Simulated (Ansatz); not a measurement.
# Ligand exchange: SiH3Br + GeH(CH3)2Cl → SiH3Cl + GeH(CH3)2Br

Species: SiH3Br `[SiH3]Br`, singlet; GeH(CH3)2Cl, singlet; SiH3Cl `[SiH3]Cl`, singlet; GeH(CH3)2Br, singlet. The partners trade Br for Cl: Si–Br and Ge–Cl bonds give way to Si–Cl and Ge–Br.

Shapes, held fixed at every level: PBE0-D4/def2-TZVP. Programs: Ansatz 0.2.0. Electronic energies: no zero-point or thermal term.

| level | kind | ΔE (kJ/mol) | less CCSD(T)/def2-TZVPP |
| --- | --- | --- | --- |
| HF/def2-TZVPP | Hartree–Fock | -10.9 | +0.4 |
| r2SCAN-D4/def2-TZVPP | meta-GGA | -10.5 | +0.8 |
| B3LYP-D4/def2-TZVPP | global hybrid | -11.4 | -0.1 |
| PBE0-D4/def2-TZVPP | global hybrid | -10.2 | +1.1 |
| wB97M-V/def2-TZVPP | range-separated hybrid | -10.8 | +0.5 |
| wB97X-V/def2-TZVPP | range-separated hybrid | -10.3 | +1.0 |
| CCSD(T)/def2-TZVPP | coupled cluster or CI | -11.3 | 0.0 |

The highest level, CCSD(T)/def2-TZVPP, gives ΔE = -11.3 kJ/mol; the levels span -11.4 to -10.2. The column of differences is taken from that level and isn't an error. No measured value is set beside it here. Relativity is left out for Br, Ge. Outer-core shells of Br, Ge are correlated, in sets that cover them unevenly.

Every level puts the exchange downhill, with chlorine favouring silicon and bromine favouring germanium. The energy is a difference between two halogen preferences: replacing bromine by chlorine gains more at silicon than the reverse replacement costs at germanium. The likely reason is bond polarity. Germanium's filled 3d shell screens the nuclear charge poorly, leaving it less electropositive than silicon, so silicon profits more from the smaller, more electronegative halogen through a stronger ionic contribution to the bond.

Hartree–Fock already gives -10.9 kJ/mol against -11.3 kJ/mol from CCSD(T), so the preference doesn't depend on a large net correlation contribution. This fits a reaction that conserves the number of bonds and leaves each centre's other substituents unchanged, letting much of the correlation energy cancel. The density functionals support the same sign and similar size, but their small differences are no basis for a general ranking. Because germanium carries methyl groups where silicon carries only hydrogen, the result doesn't isolate the intrinsic preference of the two elements from the substituent effect.
